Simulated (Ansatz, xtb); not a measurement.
**Relative energy of two isomers of C3H5BClF**

Structure X is `BC/C(F)=C\Cl`, a singlet and structure Y is `CB/C=C(/F)Cl`, a singlet. Both are isolated molecules in the gas phase, relaxed with r2SCAN-D4/def2-SVP, each in the lowest conformer that the search found.

Quicker runs give these differences E(Y) − E(X): GFN2-xTB −0.017 eV; HF/STO-3G −0.684 eV (at GFN2-xTB geometries); r2SCAN-D4/def2-SVP//GFN2-xTB −0.856 eV.

**Question.** Estimate E(Y) − E(X) at the level CCSD(T)/def2-SVP + ΔMP2/def2-TZVPP.

**Answer.** Calculated at CCSD(T)/def2-SVP + ΔMP2/def2-TZVPP: E(Y) − E(X) = −0.724 eV, so structure Y lies lower.

Level by level:

```tsv
level	geometry	E(Y) − E(X) (eV)	departure from the last row (eV)	job, with rough time for the two
GFN2-xTB	GFN2-xTB	−0.017	+0.707	optimisation, 0.34 s
HF/STO-3G	GFN2-xTB	−0.684	+0.041	single point, 0.6 s
r2SCAN-D4/def2-SVP//GFN2-xTB	GFN2-xTB	−0.856	−0.132	single point, 3.5 s
r2SCAN-D4/def2-SVP	r2SCAN-D4/def2-SVP	−0.858	−0.134	optimisation, 1.9 min
HF/def2-SVP	r2SCAN-D4/def2-SVP	−0.615	+0.109	part of the CCSD(T) run
MP2/def2-SVP	r2SCAN-D4/def2-SVP	−0.791	−0.067	part of the CCSD(T) run
CCSD(T)/def2-SVP	r2SCAN-D4/def2-SVP	−0.734	−0.010	single point
CCSD(T)/def2-SVP + ΔMP2/def2-TZVPP	r2SCAN-D4/def2-SVP	−0.724		single point, 45 s
```

As drawn, Y has 1 C–B, 1 C–H in place of 1 C–C, 1 B–H.

GFN2-xTB finds them nearly level. The largest departure from CCSD(T)/def2-SVP + ΔMP2/def2-TZVPP is that of GFN2-xTB, 0.707 eV. The last row adds to CCSD(T) the change of the MP2 difference between the two basis sets, here +0.010 eV.

With thermal terms from frequencies at re-optimised GFN2-xTB minima (ideal gas, soft modes damped towards free rotors, one conformer each, 298.15 K, 1 atm): the zero-point term adds +0.048 eV; ΔH is −0.671 and ΔG −0.695 eV.

The correlated steps freeze 10 core orbitals. Run with Ansatz 0.2.0, xtb 6.7.1; the last row on 2 threads of Intel(R) Xeon(R) Processor @ 2.70GHz on a shared host.

Y is favoured because its boron sits directly on the alkene: the empty boron p orbital can accept π density from C=C, reinforced by lone-pair donation from the halogens at the far carbon. In X a CH2 group interrupts this conjugation, leaving mainly hyperconjugation. The exchange of C–C and B–H for C–B and C–H bonds probably favours Y as well, so the gap is not a measure of conjugation alone.

Hartree–Fock already recovers most of the preference. Correlation strengthens it, with MP2 overshooting CCSD(T) in the same basis. The near-degeneracy in GFN2-xTB comes from its energies rather than its structures, since r2SCAN-D4 gives almost the same difference at either set of geometries; its balance between the exchanged bond types is a likely culprit. The zero-point term opposes Y, as expected when a stiffer C–H stretch replaces a B–H stretch, but is far too small to change the order. The result supports a thermodynamic preference for Y between these two isomers, but says nothing about the barrier to their interconversion.
